## Does Hartree–Fock favour the quartet of GaGeH₂ because it has too much exchange?

I am looking at the vertical gap of GaGeH₂, the energy of the quartet minus that of the doublet at fixed atoms. UCCSDT(Q), the reference, gives a gap of a little over three electronvolts. The table lists how far each level lies from it in the same basis; R marks restricted and U unrestricted wavefunctions.

Vertical gap (quartet minus doublet) of neutral GaGeH₂, computed with Ansatz 0.2.0 in the cc-pVDZ basis at a fixed PBE0/def2-TZVP geometry and given relative to UCCSDT(Q). The correlated wavefunction levels keep the atomic cores, including the filled 3d shells, frozen.

| level | this level less the reference (UCCSDT(Q), same basis) (meV) |
| --- | --- |
| RHF | -349.0 |
| UHF | -424.0 |
| RMP2 | 3.0 |
| UMP2 | -4.0 |
| RCCSD | -14.0 |
| UCCSD | -29.0 |
| RCCSD(T) | 13.0 |
| UCCSD(T) | 0.0 |
| BCCD(T) | 13.0 |
| RCCSDT | 10.0 |
| UCCSDT | -3.0 |
| RCCSDT(Q) | 13.0 |
| CASSCF valence | 10.0 |
| NEVPT2 valence | 57.0 |
| MRCISD valence | 34.0 |
| MRCISD+Q valence | 30.0 |
| PBE | 73.0 |
| r2SCAN | -8.0 |
| PBE0 | 52.0 |
| B3LYP | 198.0 |
| wB97M-V | 173.0 |
| B2PLYP | 171.0 |
| RPA-PBE | 37.0 |

Both Hartree–Fock rows put the quartet far too low. I was taught that exact exchange favours parallel spins, so my explanation is that Hartree–Fock simply has too much of it, and that a functional with a modest share strikes the balance. A colleague points to the CASSCF row and says that the real trouble is near-degeneracy: one determinant isn't enough. Who is right?

### Answer

Neither of you, I think, although your explanation contains a true half. Exact exchange does favour the quartet, and going from PBE to PBE0 does lower the gap. The question is whether the amount of exchange sets the error.

Suppose it did. The error should then run along a straight line from PBE, which has no exact exchange, to RHF, which has all of it. PBE0, with a quarter, should sit near −30 meV, but it sits at 52. B3LYP, with a fifth, should sit near −10 meV, but it sits at 198, on the far side of PBE. Something other than the exchange share must differ between these methods, and the obvious candidate is correlation, which Hartree–Fock lacks altogether.

This lack isn't even-handed. Two electrons of parallel spin avoid each other in any determinant, because the Pauli principle keeps them apart. Two electrons of opposite spin get no such help: in Hartree–Fock each feels only the average cloud of the other, so they meet too often and repel too much. The state with more opposite-spin pairs is therefore described worse and comes out too high. Here that state is the doublet, so the gap comes out too small.

You can estimate the effect by counting pairs. Nine electrons are correlated, five up and four down in the doublet, six up and three down in the quartet. The flip reduces the opposite-spin pairs from $5\times4=20$ to $6\times3=18$, while the parallel pairs rise from 16 to 18. So the quartet loses two pairs with strong correlation and gains two with weak correlation.

For the strength of a pair, take the doublet's UMP2 energy. Its opposite-spin part is about 3.0 eV and its parallel-spin part about 0.66 eV. With average pairs, correlation should raise the gap by

$$2\left(\frac{3.0}{20}-\frac{0.66}{16}\right)\ \text{eV}\approx 0.22\ \text{eV}.$$

Nothing is fitted here. The computed rise from UHF to UMP2 is 0.42 eV, so the count gets the sign and the order of magnitude but only half the size. A likely reason is the use of an average: two electrons that share one orbital are close together and correlate more than a typical pair, and forming the quartet breaks up such a couple.

The coupled-cluster rows support this picture without any averaging. CCSD describes mainly the correlation of pairs and leaves out connected triple and higher excitations. It removes more than nine tenths of the Hartree–Fock error, whether restricted or unrestricted, when each is compared with its own CCSDT(Q). The remaining 27 to 29 meV are recovered by the triples in CCSD(T). The table doesn't divide the quartet's correlation by spin, so the opposite-spin origin rests on the argument above, but the need for correlation is plain from the numbers.

What about your colleague's near-degeneracy? CASSCF does repair the gap, to within 10 meV, but MP2 built on a single determinant does so too. In the doublet, moreover, no nominally empty orbital holds more than about 0.06 electrons, which is little for a near-degenerate state. The outputs at hand don't show the quartet's occupations, so I assume that one determinant describes it well too, and that all levels reach the same quartet. CASSCF helps because its valence orbitals also let paired electrons avoid each other. It captures only 45 % of the doublet's correlation energy, and its gap is good because what it omits is nearly the same in both states.

For a similar molecule, then, count the opposite-spin pairs before you adjust the exchange. A flip to higher spin reduces their number, and a method without correlation will tend to place the high-spin state too low. To judge a cheaper level, compare it with CCSD(T) in the same basis, and don't rank errors closer than about 13 meV, since restricted and unrestricted CCSDT(Q) themselves differ by that much.

The functionals leave a question open. The LYP part of B3LYP's correlation contains none between parallel spins. This should count against the quartet, which has more parallel pairs, and may explain part of the large positive error, though no row here tests it alone. Yet wB97M-V doesn't use LYP and still overshoots by 173 meV. What pushes it there?
